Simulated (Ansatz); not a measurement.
# Bi2O: energy above lowest point and pressure against volume per atom

All results are calculated (Ansatz 0.2.0 development build). Equation of state of a cubic crystal from periodic Kohn-Sham density functional theory without spin; pressure corrected for the finite basis.

Cell of the first row (space group Fm-3m, No. 225):
```
Bi2O
1.0
      0.0000     3.1931     3.1931
      3.1931     0.0000     3.1931
      3.1931     3.1931     0.0000
Bi O
2 1
Direct
  0.25000 0.25000 0.25000
  0.75000 0.75000 0.75000
  0.00000 0.00000 0.00000
```

Settings of every row: formula Bi2O; structure type antifluorite; functional PBE; spin treatment none; k mesh 29x29x29; occupation method fermi-dirac; occupation width 0.061225619 eV; wave cutoff 420 eV; datasets soft-1 PAW; density cutoff ratio 4.

Limits: a cubic model structure, not a phase known at ambient conditions; no spin-orbit coupling with 6p elements.

```
row  volume per atom (Å³)  energy above lowest point (meV/atom)  pressure (GPa)
  1                21.703                                  18.9           4.721
  2                22.165                                  7.91           2.936
  3                22.627                                  1.78           1.343
  4                23.089                                     0          -0.079
  5                 23.55                                  2.09          -1.349
  6                24.012                                     ?               ?
  7                24.474                                 16.29          -3.496
```

Question: what energy above lowest point and pressure should row 6 give?

Worked fit of energy above lowest point. Take u = (V_r/V)^(2/3) − 1 with V_r = 22.858 Å³ an atom, which is twice the finite (Eulerian) strain; such expansions in the strain, on which the Birch-Murnaghan equation of state is built, carry the rest volume and the bulk modulus. The shown rows have u = 0.03517, 0.02074, 0.00679, -0.00668, -0.01969, -0.04452. Least squares give energy above lowest point = 0.378 + 130.77 × u + 11127.6 × u² + 3645 × u³ meV/atom; a parabola predicts inner rows, each left out in turn, worse (root mean square 0.072 against 0.00079 meV/atom). All shown rows lie on it to the printed digit. Its lowest point lies at u = -0.0059, or V = 23.06 Å³ an atom, and the curvature there gives the bulk modulus at fixed shape and fractions, B = (4/9)(1 + u)² E″(u)/V = 67.5 GPa. The withheld row has u = -0.0323, so the fit gives 0.378 + 130.77 × (-0.0323) + 11127.6 × (-0.0323)² + 3645 × (-0.0323)³ = 7.64 meV/atom.

The calculation gave 7.65 meV/atom. The fit lies 0.01 meV/atom (0.053 % of the column's range) below it, one unit of the last digit.

Worked fit of pressure. Take u = (V_r/V)^(2/3) − 1 with V_r = 22.858 Å³ an atom, which is twice the finite (Eulerian) strain; such expansions in the strain, on which the Birch-Murnaghan equation of state is built, carry the rest volume and the bulk modulus. The shown rows have u = 0.03517, 0.02074, 0.00679, -0.00668, -0.01969, -0.04452. Least squares give pressure = 0.6115 + 105.544 × u + 311.05 × u² + 287 × u³ GPa; a parabola predicts inner rows, each left out in turn, worse (root mean square 0.0057 against 0.0016 GPa). The rows lie off it by 0.000, -0.001, 0.000, 0.001, -0.001, 0.000. The pressure vanishes at u = -0.0059, or V = 23.06 Å³ an atom, and there the bulk modulus at fixed shape and fractions is B = −V dP/dV = (2/3)(1 + u) dP/du = 67.5 GPa. The withheld row has u = -0.0323, so the fit gives 0.6115 + 105.544 × (-0.0323) + 311.05 × (-0.0323)² + 287 × (-0.0323)³ = -2.483 GPa.

The calculation gave -2.483 GPa. The fit meets it to the printed digit.
